\section*{Premises and conventions}

A molecule of mass $m$ desorbs intact from a flat surface of area $A$ at temperature $T$. The adlayer holds $N_a$ molecules, $n=N_a/A$, and $r$ is the desorption flux per unit area. The rate coefficient is $k_d=r/n$, and $k$ is Boltzmann's constant.

\begin{itemize}
\item[P1] The adlayer stays in internal equilibrium at $T$ during desorption, so it has a chemical potential $\mu(n,T)$, and its desorption flux does not depend on whether gas is present.
\item[P2] The dividing surface is a plane parallel to the solid and so far from it that the molecule feels no force. The transition state is then a free two-dimensional ideal gas with the internal states of the gas molecule.
\item[P3] Translation and rotation of the free molecule are classical and separate from each other.
\item[P4] A fraction $S(n,T)$ of a thermal incident flux, with gas and surface both at $T$, sticks and equilibrates. Its zero-coverage limit is $S_0$.
\end{itemize}

The zero of energy is the ground level of the gas molecule at rest. The ground level of the adsorbed molecule lies at $-E_0$, so $E_0$ includes zero-point energies. Each $q$ is counted from its own ground level; a harmonic mode of frequency $\nu_i$ has $q_i=[1-\exp(-h\nu_i/kT)]^{-1}$. The thermal wavelength is given by $\Lambda^{-2}=2\pi mkT/h^2$. The symbol $q_{\rm int}$ covers everything except centre-of-mass motion: rotation or libration, conformers and vibration. Two prefactors must be kept apart:
\begin{equation}
k_d=\nu_0\,e^{-E_0/kT}=\nu_A\,e^{-E_a/kT},\qquad E_a\equiv kT^2\left(\frac{\partial\ln k_d}{\partial T}\right)_n .\tag{1}
\end{equation}
Partition functions give $\nu_0$; an Arrhenius plot gives $\nu_A$. Inserting the first form into the definition of $E_a$ gives $E_a=E_0+kT^2\,d\ln\nu_0/dT$, hence
\begin{equation}
\nu_A=\nu_0\exp\left(T\,\frac{d\ln\nu_0}{dT}\right).\tag{2}
\end{equation}

\section*{(a) Desorption flux in terms of $\mu$}

\textbf{Step 1.} Put the adlayer in equilibrium with its ideal gas, so that both have chemical potential $\mu$. In a dilute gas a one-molecule state of energy $\epsilon$ has mean occupation $e^{(\mu-\epsilon)/kT}$, and each translational coordinate has one state per phase-space area $h$.

\textbf{Step 2.} Molecules with normal momentum in $dp_z$ that cross the plane in unit time come from a slab of thickness $p_z/m$. The two parallel coordinates give $\Lambda^{-2}$ per unit area and the internal states give $q_{\rm int,gas}$, so the one-way flux is
\begin{equation}
J=e^{\mu/kT}\frac{q_{\rm int,gas}}{\Lambda^2}\int_0^\infty\frac{dp_z}{h}\frac{p_z}{m}e^{-p_z^2/2mkT}
=\frac{kT}{h}\,\frac{q_{\rm int,gas}}{\Lambda^2}\,e^{\mu/kT}.\tag{3}
\end{equation}
With $p/kT=e^{\mu/kT}q_{\rm int,gas}/\Lambda^3$ for the ideal gas, Eq.~(3) equals the Hertz--Knudsen flux $p/\sqrt{2\pi mkT}$.

\textbf{Step 3.} At equilibrium the inward and outward fluxes are both $J$. Of the inward flux, $(1-S)J$ is reflected and reappears in the outward flux without having belonged to the adlayer. The remainder of the outward flux, $SJ$, is desorption. By P1 it persists when the gas is pumped away:
\begin{equation}
r=S(n,T)\,\frac{kT}{h}\,\frac{q_{\rm int,gas}}{\Lambda^2}\,e^{\mu(n,T)/kT}.\tag{4}
\end{equation}
The sticking probability is therefore the transmission coefficient of this dividing surface. All information on the adlayer apart from $S$ enters through $\mu$.

\section*{(b) Mobile layer}

The molecules translate freely along the surface, vibrate along the normal with partition function $q_z$ and do not interact. They are indistinguishable, so
\begin{equation}
Q=\frac{1}{N_a!}\left[\frac{A}{\Lambda^2}\,q_z\,q_{\rm int,ads}\,e^{E_0/kT}\right]^{N_a}.\tag{5}
\end{equation}
With $F=-kT\ln Q$, Stirling's formula and $\mu=(\partial F/\partial N_a)_{T,A}$,
\begin{equation}
\mu=-E_0+kT\ln\frac{n\Lambda^2}{q_z\,q_{\rm int,ads}}.\tag{6}
\end{equation}
In Eq.~(4) the factors $\Lambda^2$ cancel, the rate is first order in $n$, and for $S=S_0$
\begin{equation}
\boxed{\nu_0^{\rm mob}=S_0\,\frac{kT}{h}\,\frac{q_{\rm int,gas}}{q_z\,q_{\rm int,ads}}}\tag{7}
\end{equation}
If the internal states are unchanged by adsorption and the normal vibration is classical, $q_z=kT/h\nu_z$, then $\nu_0=S_0\nu_z$, and by Eq.~(2) $\nu_A=\nu_0$ for constant $S_0$. The picture of the prefactor as an attempt frequency holds in this case only.

\section*{(c) Localised layer}

The surface offers $M=A/a_s$ equivalent minima. In each the centre of mass vibrates in three directions, and $q_{\rm site}=q_xq_yq_z\,q_{\rm int,ads}$. If a molecule blocks only its own site, the $N_a$ molecules can be placed in $M!/[N_a!(M-N_a)!]$ ways:
\begin{equation}
Q=\frac{M!}{N_a!\,(M-N_a)!}\left[q_{\rm site}\,e^{E_0/kT}\right]^{N_a}.\tag{8}
\end{equation}
Stirling's formula gives $\partial\ln[M!/N_a!(M-N_a)!]/\partial N_a=\ln[(M-N_a)/N_a]$, so with $\theta=N_a/M=na_s$
\begin{equation}
\mu=-E_0+kT\ln\frac{\theta}{1-\theta}-kT\ln q_{\rm site}.\tag{9}
\end{equation}
Inserting this in Eq.~(4) and dividing by $n=\theta/a_s$,
\begin{equation}
k_d=\frac{S(\theta)}{1-\theta}\,\frac{kT}{h}\,\frac{a_s}{\Lambda^2}\,\frac{q_{\rm int,gas}}{q_{\rm site}}\,e^{-E_0/kT}.\tag{10}
\end{equation}
For Langmuir sticking, $S=S_0(1-\theta)$, at any coverage, and for any sticking law as $\theta\to0$,
\begin{equation}
\boxed{\nu_0^{\rm loc}=S_0\,\frac{kT}{h}\,\frac{2\pi mkT\,a_s}{h^2}\,\frac{q_{\rm int,gas}}{q_xq_yq_z\,q_{\rm int,ads}}}\tag{11}
\end{equation}
If $S$ stays at $S_0$, as with a mobile precursor, Eq.~(11) is multiplied by $1/(1-\theta)$.

\textbf{Meaning of $a_s$.} A large molecule with footprint $a_m$ blocks many minima, and Eq.~(8) fails at finite coverage. For $na_m\ll1$ blocking is irrelevant, the count is $M^{N_a}/N_a!$, and Eq.~(11) still follows. In the dilute limit $a_s$ is thus the area per distinguishable minimum: $a_s=a_c/g$, where $a_c$ is the surface unit-cell area and $g$ counts the positions and orientations per cell. Only in an ordered layer whose own lattice allows one position and one orientation per footprint is $a_s=a_m$.

\section*{(d) Entropy form}

\textbf{Step 1.} For any adlayer with free energy $F(T,N_a,A)$, define partial quantities per molecule at fixed $T$ and $A$: $\bar s=\partial S_{\rm ads}/\partial N_a$ and $\bar u=\partial U_{\rm ads}/\partial N_a$. Differentiating $F=U_{\rm ads}-TS_{\rm ads}$ gives $\mu=\bar u-T\bar s$, and equality of mixed derivatives gives $(\partial\mu/\partial T)_n=-\bar s$. Together,
\begin{equation}
\left(\frac{\partial(\mu/T)}{\partial T}\right)_n=-\frac{\bar s}{T}-\frac{\mu}{T^2}=-\frac{\bar u}{T^2}.\tag{12}
\end{equation}

\textbf{Step 2.} From Eq.~(4), $\ln k_d=\ln S+\ln(kT/h)-\ln(n\Lambda^2)+\ln q_{\rm int,gas}+\mu/kT$. Take $S$ independent of $T$. Both $kT/h$ and $\Lambda^{-2}$ are proportional to $T$, and $kT^2\,d\ln q_{\rm int,gas}/dT=u_{\rm int}$, the mean internal energy of the gas molecule. Therefore
\begin{equation}
E_a=2kT+u_{\rm int}-\bar u .\tag{13}
\end{equation}
The gas enthalpy per molecule is $\tfrac52kT+u_{\rm int}$, so $E_a=q_{\rm st}-\tfrac12kT$, with $q_{\rm st}$ the isosteric heat.

\textbf{Step 3.} Since $\ln\nu_A=\ln k_d+E_a/kT$ and $(\mu-\bar u)/kT=-\bar s/k$,
\begin{equation}
\ln\frac{\nu_A h}{SkT}=\left[\ln\frac{1}{n\Lambda^2}+2+\ln q_{\rm int,gas}+\frac{u_{\rm int}}{kT}\right]-\frac{\bar s}{k}.\tag{14}
\end{equation}
The bracket is the entropy per molecule, in units of $k$, of an ideal two-dimensional gas of density $n$: for $Q=(Aq_{\rm int,gas}/\Lambda^2)^{N}/N!$ one unit comes from $N!$ and one from the translational energy $kT$. In molar terms,
\begin{equation}
\nu_A=S\,\frac{kT}{h}\exp\frac{S_{\rm 2D}(n)-\bar S_{\rm ads}(n)}{R}.\tag{15}
\end{equation}
No further factor $e$ appears. The factor that $kT/h$ contributes through Eq.~(2) has been absorbed, because $S_{\rm 2D}$ is an integral entropy, larger by $R$ than the partial entropy of the same gas at fixed area, while $\bar S_{\rm ads}$ is a partial one.

\textbf{Step 4.} Relate $S_{\rm 2D}$ to the gas at the standard pressure $p^\circ=1$ bar, with $v^\circ=kT/p^\circ$. The Sackur--Tetrode equation is $S^\circ_{\rm trans}=R[\ln(v^\circ/\Lambda^3)+\tfrac52]$, so
\begin{equation}
\tfrac23S^\circ_{\rm trans}=R\left[\ln\frac{v^{\circ\,2/3}}{\Lambda^2}+\frac53\right]=R\left[\ln\frac{a^\circ}{\Lambda^2}+2\right],\qquad a^\circ=e^{-1/3}v^{\circ\,2/3}.\tag{16}
\end{equation}
Thus $S^\circ_{\rm gas}-S^\circ_{\rm trans}/3=S_{\rm 2D}(1/a^\circ)$, and $S_{\rm 2D}(n)=S_{\rm 2D}(1/a^\circ)-R\ln(na^\circ)$. Equation (15) becomes
\begin{equation}
\boxed{\nu_A=\frac{S}{na^\circ}\,\frac{kT}{h}\exp\frac{S^\circ_{\rm gas}-S^\circ_{\rm trans}/3-\bar S_{\rm ads}(n)}{R}}\tag{17}
\end{equation}
For $S=1$ and $n=1/a^\circ$ this is $\nu_A=(kT/h)\exp[(S^\circ_{\rm gas}-S^\circ_{\rm trans}/3-S_{\rm ads})/R]$, a form used by Campbell and Sellers (2012). Within the premises it is exact if $S_{\rm ads}$ is the partial molar entropy at the density $1/a^\circ$. If the adsorbate entropy refers to another density, omitting $1/na^\circ$ overstates $\nu_A$ by the factor $na^\circ$.

\textbf{Step 5.} The two models follow from $\bar s=-(\partial\mu/\partial T)_n$. Let $s_i=k\ln q_i+u_i/T$ be the entropy of degree of freedom $i$. Equations (6) and (9) give
\begin{align}
\bar s^{\rm mob}&=k\left[\ln\frac{1}{n\Lambda^2}+1\right]+s_z+s_{\rm int,ads},\tag{18}\\
\bar s^{\rm loc}&=s_{\rm site}-k\ln\frac{\theta}{1-\theta}.\tag{19}
\end{align}
In both dilute limits $\bar s$ contains $-k\ln n$, which cancels the density in Eq.~(14), so $\nu_A$ is independent of coverage. For the mobile layer Eq.~(18) is the integral entropy minus $k$; if the integral entropy is used in Eq.~(17), the right side must be multiplied by $e$.

\section*{(e) Range of validity}

\textbf{Quasi-equilibrium.} P1 needs diffusion and energy exchange with the solid to be fast compared with $k_d$. It fails when desorption is limited by transport, for example by detachment from island edges.

\textbf{Sticking.} $S$ is a thermal average at equal gas and surface temperature. If it depends on $T$, $E_a$ gains $kT^2\,\partial\ln S/\partial T$ and Eqs.~(15) and (17) gain the factor $\exp(T\,\partial\ln S/\partial T)$. For activated adsorption Eq.~(4) stays true, but $S$ then carries the barrier and the entropy of the tight transition state.

\textbf{Interactions.} Equations (7) and (11) neglect lateral interactions; Eqs.~(4), (15) and (17) do not. Where a condensed two-dimensional phase coexists with its vapour, $\mu$ is independent of $n$, so $r$ is of zero order at constant $S$.

\textbf{Corrugation.} The two models are limits. For one direction with $V=\tfrac12W[1-\cos(2\pi x/b)]$, the classical partition function per period, counted from the minimum, is
\begin{equation}
q_x=\frac1\Lambda\int_0^b e^{-V/kT}dx=\frac b\Lambda e^{-w}I_0(w),\qquad w=\frac{W}{2kT},\tag{20}
\end{equation}
with $I_0$ the modified Bessel function. For $w\to0$ this is the free value $b/\Lambda$. For large $w$, $e^{-w}I_0(w)\simeq(2\pi w)^{-1/2}(1+1/8w)$, whose leading term gives $kT/h\nu_x$ with $\nu_x=\sqrt{W/2m}\,/b$, the harmonic frequency at the minimum. The localised model needs $W$ of several $kT$; the mobile model needs $W\ll kT$. Since $V\ge0$, the classical $q$ cannot exceed the free value, and a uniform distribution has the largest entropy. With the other modes unchanged, the mobile model is therefore a lower bound on both $\nu_0$ and $\nu_A$ in the dilute limit. A set of harmonic frequencies that gives $\nu^{\rm loc}<\nu^{\rm mob}$ is inconsistent.

\textbf{Separability.} The adsorbate modes are treated as harmonic and independent of the substrate phonons, whose partition function is taken to cancel.

\section*{(f) Numerical illustration: C$_N$H$_{2N+2}$, $N=4,6,8,10$, on graphite (0001)}

The basal plane is also the surface of a multilayer graphene channel, and the model treats both alike.

\textbf{Surface.} With the compiled value $a=2.461$ \AA\ (Wikipedia, 300 K), $a_c=\sqrt3a^2/2=5.245$ \AA$^2$. The all-trans chain is assumed to lie with its carbon plane parallel to the surface and its centre on a twofold site. Only the top layer is considered; its point group has order 12, the mirrors exchanging the two faces of the chain. The site symmetry has order 2, so $g=12/2=6$ and $a_s=0.874$ \AA$^2$. For an ordered layer take rows $\sqrt3a$ apart and a repeat of $(N/2+1)a$ along the chain; then $a_m=(N+2)a_c$ and $a_m/a_s=6(N+2)$.

\textbf{Inputs, typical or approximate.} $S_0=1$. Desorption temperatures 135, 180, 220 and 250 K. Masses $m_C=12.011$ u and $m_H=1.008$ u. Carbon $j$ sits at $x_j=[j-(N+1)/2]d$ with $d=1.27$ \AA\ and $y_j=(-1)^j\,0.43$ \AA. Each carries two H at the same $x$, at $y=(-1)^j\,1.08$ \AA\ and $z=\pm0.88$ \AA. The two terminal H lie at $x=\pm X$, $y=\mp0.18$ \AA, $z=0$, with $X=(N-1)d/2+0.90$ \AA. Adsorbate wavenumbers: 25 cm$^{-1}$ for $x$ and $y$, 55 cm$^{-1}$ for $z$, 110 cm$^{-1}$ for roll about the chain axis. They are taken independent of $N$, since force constant and inertia both scale with the number of segments. For a thin rod with equal springs on each segment, a tilt has the frequency of the matching translation, so pitch is set to 55 and yaw to 25 cm$^{-1}$. The gauche energy in the gas is $\epsilon_g=2.5$ kJ/mol. The adsorbed chain is all-trans, and the intramolecular vibrations are taken to cancel.

\textbf{Moments of inertia.} In u \AA$^2$, with $\sum_j(-1)^jx_j=Nd/2$ for even $N$, the second moments $\Sigma_{ab}=\sum m\,ab$ are
\begin{align}
\Sigma_{xx}&=(m_C+2m_H)\,d^2N(N^2-1)/12+2m_HX^2,\nonumber\\
\Sigma_{yy}&=N(0.43^2m_C+2\cdot1.08^2m_H)+2\cdot0.18^2m_H,\nonumber\\
\Sigma_{zz}&=2N\cdot0.88^2m_H,\nonumber\\
\Sigma_{xy}&=(0.43\,m_C+2\cdot1.08\,m_H)Nd/2-2\cdot0.18\,m_HX.\tag{21}
\end{align}
The product of principal moments is the determinant of the inertia tensor, $D^2=I_{zz}[(\Sigma_{yy}+\Sigma_{zz})(\Sigma_{xx}+\Sigma_{zz})-\Sigma_{xy}^2]$, with $I_{zz}=\Sigma_{xx}+\Sigma_{yy}$.

\textbf{Rotation.} Let $\Theta=h^2/(8\pi^2k\;{\rm u\,\AA^2})=24.25$ K. The all-trans chain of even $N$ has $C_{2h}$ symmetry and symmetry number 2. In the mobile layer it rotates freely about the normal, which is its twofold axis; this divides the angular range $2\pi$ by 2, and the two faces multiply by 2. Hence
\begin{equation}
q_{\rm rot}=\frac{\sqrt\pi}{2}\left(\frac T\Theta\right)^{3/2}D,\qquad
q_\phi=2\pi\frac{\sqrt{2\pi I_{zz}kT}}{h}=\sqrt{\frac{\pi I_{zz}T}{\Theta}},\tag{22}
\end{equation}
with $D$ and the last $I_{zz}$ in units of u and \AA. The smallest moment, 21.9 u \AA$^2$ for butane, corresponds to 1.1 K, so P3 holds.

\textbf{Conformers.} Each of the $N-3$ inner bonds is $t$, $g^+$ or $g^-$, a gauche bond has weight $\sigma=e^{-\epsilon_g/RT}$, and adjacent $g^+g^-$ pairs are excluded. The transfer matrix on the symmetric subspace has rows $(1,2\sigma)$ and $(1,\sigma)$, trace $1+\sigma$ and determinant $-\sigma$, so for $l$ bonds
\begin{equation}
Z_l=(1+\sigma)Z_{l-1}+\sigma Z_{l-2},\qquad Z_0=1,\quad Z_1=1+2\sigma .\tag{23}
\end{equation}
The sum runs over all sequences, reversed ones included, so the single factor $1/2$ in $q_{\rm rot}$ counts every conformer correctly. All conformers are given the $q_{\rm rot}$ and vibrations of the all-trans form.

\textbf{Working equations.} With $q_{\tilde\nu}$ the harmonic function for wavenumber $\tilde\nu$,
\begin{equation}
\nu_0^{\rm mob}=\frac{kT}{h}\frac{q_{\rm rot}Z_{N-3}}{q_{55}^2\,q_{110}\,q_\phi},\qquad
\nu_0^{\rm loc}=\frac{kT}{h}\frac{a_s}{\Lambda^2}\frac{q_{\rm rot}Z_{N-3}}{q_{25}^3\,q_{55}^2\,q_{110}}.\tag{24}
\end{equation}

\begin{center}
\begin{tabular}{ccccccc}
$N$ & $I_{zz}$ & $D$ & $a_s/\Lambda^2$ & $q_{\rm rot}$ & $q_\phi$ & $Z_{N-3}$\\ \hline
4 & 147 & 667 & 22.5 & $7.76\times10^3$ & 50.8 & 1.22\\
6 & 457 & 2659 & 44.5 & $4.76\times10^4$ & 103.2 & 2.43\\
8 & 1044 & 7145 & 72.1 & $1.73\times10^5$ & 172.5 & 6.33\\
10 & 2000 & 15431 & 102.0 & $4.53\times10^5$ & 254.5 & 18.1
\end{tabular}
\end{center}

\textbf{Decane at 250 K.} Here $kT/h=5.21\times10^{12}$ s$^{-1}$, $\sigma=0.300$, $q_{25}=7.46$, $q_{55}=3.69$ and $q_{110}=2.13$. Equation (24) gives $\nu_0^{\rm mob}=5.8\times10^{15}$ s$^{-1}$ and $\nu_0^{\rm loc}=3.6\times10^{17}$ s$^{-1}$. For Eq.~(2), a harmonic mode has $u/kT=y(q-1)$ with $y=h\nu/kT$, which gives 0.930, 0.850 and 0.717 for the three wavenumbers, and the conformers have $T\,d\ln Z_7/dT=2.56$. The localised exponent is $1+1+\tfrac32+2.56-3(0.930)-2(0.850)-0.717=0.86$ from the unrounded terms. The mobile exponent is $1+\tfrac32-\tfrac12+2.56-2(0.850)-0.717=2.14$. The same steps for all chains give $\log_{10}(\nu/{\rm s}^{-1})$; the last column is Eq.~(11) with $a_s$ replaced by $a_m$.

\begin{center}
\begin{tabular}{ccccccc}
$N$ & $T$/K & $\nu_0^{\rm mob}$ & $\nu_0^{\rm loc}$ & $\nu_A^{\rm mob}$ & $\nu_A^{\rm loc}$ & $\nu_A^{\rm loc}(a_m)$\\ \hline
4 & 135 & 13.9 & 15.0 & 14.0 & 14.7 & 16.3\\
6 & 180 & 14.5 & 15.9 & 14.9 & 15.8 & 17.5\\
8 & 220 & 15.1 & 16.8 & 15.8 & 16.9 & 18.7\\
10 & 250 & 15.8 & 17.6 & 16.7 & 17.9 & 19.8
\end{tabular}
\end{center}

In the dilute localised model the growth with $N$ comes from the transition state: $a_s/\Lambda^2\propto mT$, $D\propto N^{7/2}$ for long chains, and $Z$ grows exponentially, while the harmonic adsorbate functions depend on $N$ only through $T$. The footprint variant has the further factor $6(N+2)$. In the mobile model $a_s/\Lambda^2$ is absent, and the adsorbate function $q_\phi\propto\sqrt{I_{zz}T}$ itself grows with $N$, by a factor 5.0 from butane to decane, of which $T$ supplies 1.36. Since $I_{zz}\propto N^3$ for long chains, $q_\phi$ cancels part of the growth of $D$ and leaves $D/\sqrt{I_{zz}}\propto N^2$. The ratio $\nu_0^{\rm loc}/\nu_0^{\rm mob}$ is 15 for butane and 62 for decane, which respects the bound of part (e).

\textbf{Entropy route for decane.} At 250 K, $a^\circ=760$ \AA$^2$ and $S^\circ_{\rm trans}=20.1R$. The terms that do not cancel are $\tfrac23S^\circ_{\rm trans}=13.4R$, rotation $R(\ln q_{\rm rot}+\tfrac32)=14.5R$, conformers $5.5R$, the six site modes $14.6R$, and the configurational part $R\ln(a^\circ/a_s)=6.8R$ of Eq.~(19), taken in its dilute form at the hypothetical ideal density $1/a^\circ$. The exponent of Eq.~(17) is $13.4+14.5+5.5-14.6-6.8=12.0$, and $(kT/h)e^{12.0}$ has logarithm 17.9, as in the table. If an adsorbate entropy at monolayer density, $a_m=62.9$ \AA$^2$, were used without the density factor, $\nu_A$ would be overstated by $a^\circ/a_m=12$.

\textbf{Size of the approximations.} With $b=a$, 25 cm$^{-1}$ implies $W=4.0$ kJ/mol $=3.5RT$ for butane and $9.7$ kJ/mol $=4.7RT$ for decane. Equation (20) then exceeds its harmonic limit by factors 1.11 and 1.08 per direction, which is small. The barrier itself is an assumption: the chain repeat $2d$ exceeds $a$ by 3.2 per cent, the misfit accumulates to 0.36 \AA\ along decane, and this lowers $W$ towards the mobile limit. Scaling all six wavenumbers by 1.3 shifts $\log_{10}\nu$ by 0.7 in the classical limit. A skeletal mode that has the frequency $\nu_z$ in the gas and stiffens to $\sqrt2\,\nu_z$ on the surface adds 0.15. If adsorbed decane kept the conformational freedom of the gas, $\log_{10}\nu_A$ would fall by 2.4. The entries are thus uncertain by about one decade, and one decade at 250 K shifts an energy inferred from a given $k_d$ by $RT\ln10=4.8$ kJ/mol.

\textbf{Result.} The model's localised layer has $\nu_A=10^{14.7}$ to $10^{17.9}$ s$^{-1}$ in the dilute limit and $10^{16.3}$ to $10^{19.8}$ s$^{-1}$ with one site per footprint, so immobile layers of these chains span roughly $10^{15}$ to beyond $10^{19}$ s$^{-1}$, against $kT/h$ below $10^{13}$ s$^{-1}$. These are the model's numbers for the assumed inputs. As typical knowledge and not as a measurement, Arrhenius prefactors on graphitic carbon run from about $10^{15}$ s$^{-1}$ for butane to $10^{18}$--$10^{19}$ s$^{-1}$ for decane; the dilute mobile model falls below this by one to two decades, the dilute localised model by up to one decade, and the footprint variant lies about one decade or somewhat more above it.